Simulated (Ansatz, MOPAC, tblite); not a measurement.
## C2H3F3 (1,1,1-trifluoroethane): the zero-point energy at each level's own minimum, rung by rung

C2H3F3, singlet, SMILES `CC(F)(F)F`. Each level relaxes the structure for itself.

Quantity: the zero-point energy at each level's own minimum, in kJ/mol. The values are calculated.

| level | kind | program | value (kJ/mol) |
| --- | --- | --- | --- |
| GFN2-xTB | semi-empirical | tblite | 131.1 |
| PM3 | semi-empirical | MOPAC | 140.7 |
| PM6 | semi-empirical | MOPAC | 126.5 |
| RM1 | semi-empirical | MOPAC | 141.0 |
| HF/STO-3G | Hartree–Fock | Ansatz | 159.6 |
| HF/3-21G | Hartree–Fock | Ansatz | 149.5 |
| HF/6-31G* (Cartesian functions) | Hartree–Fock | Ansatz | 149.3 |
| PBE/def2-SVP | GGA | Ansatz | 133.8 |
| PBE0-D4/def2-TZVP | global hybrid | Ansatz | 138.0 |
| B3LYP/6-31G* (Cartesian functions) | global hybrid | Ansatz | 138.8 |

Harmonic and unscaled. The values span 126.5 to 159.6 kJ/mol.

The cleanest comparison is in the 6-31G* basis, where the zero-point energy falls from 149.3 kJ/mol with Hartree–Fock to 138.8 kJ/mol with B3LYP. Without electron correlation, Hartree–Fock misses the admixture of antibonding character that softens a bond, so its stretching force constants come out too large. The C–H stretches and bends carry much of the sum because hydrogen is light, though the stiff C–F bonds also contribute. The minimal basis raises the value further, to 159.6 kJ/mol, whereas 3-21G and 6-31G* nearly coincide, possibly through compensating shifts among modes. PBE lies below both hybrids, in keeping with the softer bonds usual for a GGA, but the change of basis prevents assigning the whole gap to exact exchange.

The semi-empirical methods show no common bias: PM3 and RM1 fall slightly above the hybrids, GFN2-xTB and PM6 below even PBE. This probably reflects their parametrisation, and a total close to the hybrid values does not establish that the individual vibrations are equally well described.
